## Question

The energies in the table below run from a few eV to 164 eV and the errors from 1 meV to 71 meV, so a PAW description of nitrogen is being tested at the level of one part in a thousand. The excitation energy is the all-electron PBEsol energy of a valence configuration, counted from the reference configuration 2s² 2p²·⁷⁵. The excitation error is that energy minus the same quantity for the PAW atom. The same calculation gives the lowest p level of the reference atom as $-0.7417$ Ry ($-10.091$ eV), and the two p partial waves are built at this level and at $-0.4$ Ry. Write $n$ for the 2p occupation and $d = n - 2.75$.

Spherical N atom in ld1.x 7.5 (PBEsol, non-relativistic), all-electron and with a PAW dataset: [He] core, radii s 1.25, p 2.7 and d 2.2 bohr, smoothed all-electron potential as local part, nonlinear core correction. Excitation energies are counted from the reference configuration 2s2 2p2.75 (charge +0.25); errors are all-electron minus PAW.

```tsv
test configuration	test spin polarised	excitation energy all-electron (eV)	excitation error (meV)
2s2 2p3	no	-2.1364	-0.9796
2s2 2p1	no	40.132	-71.21
2s2 2p0	no	87.019	36.23
2s1 2p0	no	164.49	30.42
2s2 2p2.5	no	2.9291	-1.388
2s2 2p3.3	no	-3.7418	-3.497
```

(a) State what kind of atom each row describes, and why two energies are negative.

(b) Derive the form of $E(d)$ near the reference, fix its constants from the three rows with $|d| < 1$, and use it to estimate the energy of 2s2 2p1.

(c) Explain the sign of the cubic term with a screening model, and say where that model fails.

(d) Explain how the error grows near the reference and what can be said of its sign.

(e) Account for the change of sign between 2s2 2p1 and 2s2 2p0, and estimate the error of a 2s² 2p² ion.

## Model answer

The sizes to keep are these: the 2p level lies about 10 eV deep, each electron removed from 2p lowers it by 13 eV or more, and the PAW error is about 1 meV for a quarter of an electron and tens of meV for ions of charge +2 and above.

### (a) State of the rows

All six rows are spherical atoms with zero spin moment imposed. The row 2s2 2p3 is therefore a neutral atom with half an electron in each of the six p spin orbitals, which lies a few eV above the quartet ground state of nitrogen, and differences between rows are not ionisation energies of the real atom. The zero of energy is an ion of charge +0.25. Adding electrons to a level that is still bound lowers the energy, hence the negative values for 2p3 and 2p3.3. That 2p3.3 lies 1.61 eV below 2p3 is no electron affinity. Two things bind the extra charge. The imposed zero spin takes from the neutral atom the exchange energy of its half-filled shell; with Hund's-rule spin the added charge would have to enter the shallower minority level and would gain much less. A semilocal functional also places fractional charges too low in energy. The real N⁻ ion is unbound with respect to the quartet atom.

### (b) Expansion in the occupation

Janak's theorem states that $\partial E/\partial n = \varepsilon(n)$, the self-consistent 2p level at occupation $n$. Expanding the level about the reference and integrating gives

$$E(d) = \varepsilon_0 d + \tfrac12 U d^2 + c\,d^3 ,$$

where $\varepsilon_0$ is the level at the reference, $U = \partial\varepsilon/\partial n$ is the repulsion between 2p electrons after all orbitals have relaxed, and $c$ measures how $U$ changes with $n$.

The rows 2p3 and 2p2.5 sit at $d = \pm 0.25$, so their sum cancels the odd terms:

$$U = \frac{-2.1364 + 2.9291}{0.25^2} = 12.68\ \text{eV}.$$

Passing the cubic exactly through these two rows and 2p3.3 (three equations, three constants) gives $\varepsilon_0 = -10.089$ eV and $c = -0.667$ eV. The slope agrees with the p level to 0.002 eV, which is about the rounding. Janak's theorem holds exactly inside the calculation, so the agreement shows only that a cubic suffices over this range.

For 2s2 2p1, which took no part in the fit, $d = -1.75$, $d^2 = 3.0625$ and $d^3 = -5.359$:

$$E \approx 17.66 + 19.42 + 3.57 = 40.65\ \text{eV}.$$

The table has 40.13 eV, so the estimate is 0.52 eV high, 1.3 % of the table value. More than half of the energy comes from the deepening of the level and less than half from its starting depth, which is why the energy climbs so steeply. With the cubic term dropped the estimate is 3.1 eV low. For 2s2 2p0 the cubic is 2.6 eV high and the parabola 11.3 eV low, against 87.02 eV.

### (c) Why the repulsion grows on ionisation

Removing an electron unscreens the nucleus, the remaining orbitals contract, and electrons in a smaller orbital repel each other more strongly. $U$ thus rises as $n$ falls, and since the local curvature is $U + 6cd$, this requires $c < 0$. Slater's rules put this into a formula with nothing fitted. For $N$ electrons in the second shell, each screened by 0.85 per 1s electron and 0.35 per companion,

$$E = -\frac{\text{Ry}}{4}\,N Z_\text{eff}^2, \qquad Z_\text{eff} = 7 - 1.7 - 0.35\,(N-1).$$

This is itself a cubic in $N$, with leading coefficient $-0.35^2\,\text{Ry}/4 = -0.417$ eV and curvature 15.0 eV at the reference, against $-0.667$ eV and 12.68 eV from the table. It reproduces the three highly charged rows to within 4 % of their energies. In relative terms it does worst for the anion, where it misses by 1.0 eV, 27 % of the table value. A shell near neutrality is softer than constant screening allows, because its outer tail swells quickly as the level approaches zero. The same softness explains why the local cubic overshoots: the coefficient that 2p1 would need is $-3.055/5.359 = -0.57$ eV, smaller in size than the one drawn from the near rows and closer to Slater's.

The rules treat 2s and 2p alike, and the last two steps expose this. Removing the last p electron costs 46.89 eV where Slater gives 49.24 eV, and removing a 2s electron costs 77.47 eV where Slater gives 71.14 eV. A 2s electron penetrates the 1s shell and sees more nuclear charge than a 2p electron, so a common screening constant overbinds p and underbinds s.

### (d) Growth and sign of the error

The PAW atom is built to match the all-electron 2p level at the reference, and both energies are counted from there. By Janak's theorem the constant and linear terms of the error then vanish, and the error starts at $d^2$. A cubic passed exactly through the errors of the three near rows has coefficients $-0.03$, $-18.9$ and $+13.5$ meV for $d$, $d^2$ and $d^3$. The tiny linear term merely confirms the construction. The quadratic term says that the PAW atom has a curvature larger than the all-electron $U$ by 0.30 %. The cubic term says that removing charge is harder to follow than adding it: at equal $|d|$ the error of 2p2.5 is 1.42 times that of 2p3. Errors of 1 meV in these rows largely reflect the smallness of $d^2$.

Theory offers two terms, which add. The first is the frozen core. The all-electron ion relaxes its 1s shell, while the PAW ion keeps the 1s shell of the reference. By the variational principle the frozen energy lies at or above the relaxed one, with equality at the reference, so this term is zero or negative in every row and starts at $d^2$.

The second is the incomplete set of partial waves. Inside its sphere a p orbital is represented by two fixed functions, solutions of the reference potential at energies only about a third of a Rydberg apart, which span little more than the 2p orbital and its energy derivative. If ionisation merely shifted the potential inside the sphere by a constant, such a pair would follow the orbital well, since a constant shift is equivalent to a change of energy. That holds when the charge being removed lies mostly outside the sphere. Here most of it lies inside. A Slater orbital with $Z_\text{eff} = 3.99$ peaks at 1.0 bohr and has roughly 98 % of its charge within the p radius of 2.7 bohr, but only a little over half within the s radius of 1.25 bohr; such an orbital has too short a tail, and the charge actually removed is more diffuse still because the remaining orbitals contract, so both shares are too large. Removing p charge changes the shape of the potential across the p sphere, and the orbital acquires a component proportional to $d$ that the two waves cannot represent. An orbital hindered from relaxing costs energy in second order, once for each electron in it. PAW does not confine the orbital to the two waves, since the smooth part relaxes freely and only the one-centre correction is truncated, so this picture suggests the form of the term and not its size:

$$\text{error}_p \approx -\,n\,b(d)\,d^2 ,$$

with $b > 0$ the cost per electron, larger for stronger contraction. The negative sign is the likely one but is not guaranteed, because a truncated one-centre expansion is not strictly variational. The run gives no frozen-core shifts, but the core term should be the minor one while only p charge is moved: a 2p electron has little density inside the compact 1s shell, so its removal shifts the potential there almost by a constant and gives the core little reason to relax.

### (e) The change of sign

The error is $-71.21$ meV for 2s2 2p1 and $+36.23$ meV for 2s2 2p0, a change of $+107.4$ meV on removing one p electron. Removing a 2s electron next changes it by only $-5.8$ meV, although the charge again rises by one. All four rows with p electrons have negative errors and both rows without have positive ones. The turn of sign thus coincides with the emptying of 2p, and the error does not simply grow with charge. Every row has its own charge, so the numbers cannot exclude that charge plays a part in the turn. The local cubic fails accordingly: it gives $-130$ meV for 2p1 and $-424$ meV, with the wrong sign, for 2p0.

The factor $n$ can account for this pattern. As 2p empties, $b\,d^2$ grows while $n$ shrinks, so the p term passes through a largest size and vanishes at $n = 0$, where no electron is left to suffer from the p waves. Dividing the errors by $n d^2$ gives $-3.5$, $-5.2$, $-8.9$ and $-23.3$ meV for 2p3.3, 2p3, 2p2.5 and 2p1, growing in size at each step as the orbital contracts. The order survives if a positive background $a d^2$, with $a = 36.23/2.75^2 = 4.79$ meV, is removed first. The form of that background is assumed, so the sizes cannot be read as the p term itself.

With p empty, a positive remainder is uncovered. The frozen core cannot supply any of it, and since the core term is zero or negative, the other terms must amount to at least $+36$ meV for 2s2 2p0 and $+30$ meV for 2s1 2p0. A PAW energy that is too low needs a non-variational source, such as the truncated expansion in the s channel or the treatment of the augmentation charge. Which of these acts is a guess.

For 2s² 2p², $d = -0.75$ lies between 2p2.5 and 2p1, where error$/d^2$ is $-22.2$ and $-23.3$ meV. Interpolation gives about $-23 \times 0.75^2 \approx -13$ meV, good to a few meV if the curve is smooth between the two rows. The local cubic of (d) gives $-16$ meV, so the true size is more likely above the interpolated one than below it.

## Remarks on the reasoning

A tempting answer to (d) takes the ratio of the errors of 2p1 and 2p2.5, over which $|d|$ grows sevenfold, finds an exponent of 2.02 and declares a quadratic law. On the other side, from 2p3 to 2p3.3, the exponent is 1.61, and one step beyond 2p1 the sign turns. In the picture of (d) the clean square is a cancellation: $n$ falls from 2.5 to 1 while the cost per electron rises by about the same factor. A power law through two points hides this.

The steady growth of error$/(n d^2)$ is a weak test. It rests on four rows, and error$/d^2$ also grows in size along them, from $-11.6$ to $-23.3$ meV, with no division by $n$. The stronger evidence for the p channel is the contrast between the two removals in (e). Even that shows a link with the p occupation and leaves the mechanism argued, and the small 2s step probably hides a cancellation: a 2s electron penetrates the 1s shell, so its removal should make the frozen-core term markedly more negative, which leaves the positive remainder for 2s1 2p0 larger than the table suggests.

The scattering phases of the same calculation give partial support. At positive energies the p phase departs from the all-electron one far more than the s phase does, so p is the weaker channel. At negative energies every channel is good to 0.0001 rad. An answer that concludes from this that bound p states are safe overlooks that phases are taken in the fixed reference potential. They test the response to a change of energy, and ionisation tests the response to a change in the shape of the potential. A bound ghost is not indicated as a cause: the lowest s and p levels are $-1.586$ and $-0.742$ Ry, the lowest d level is positive, and the run's own search found no bound ghost.

Every error is below 0.2 % of its excitation energy, the largest share being 0.18 % for 2p1. In the picture of (e) the more highly charged ions look better because one term has switched off, not because they are described better. Whatever the cause, a check with 2p empty alone would have found only half the size of the worst error. The settings of this dataset were drawn at random and not tuned, in a series where many potentials are poor on purpose, so the sizes of the errors belong to it and not to the PAW method in general. These atomic tests also say little about bonds. The bond in N₂ is roughly 2.1 bohr long, a rough recalled figure, shorter than one p radius, so neighbouring spheres would overlap strongly, and no row probes that. One further test of this dataset was not solved, so the table is not a complete record of its quality.
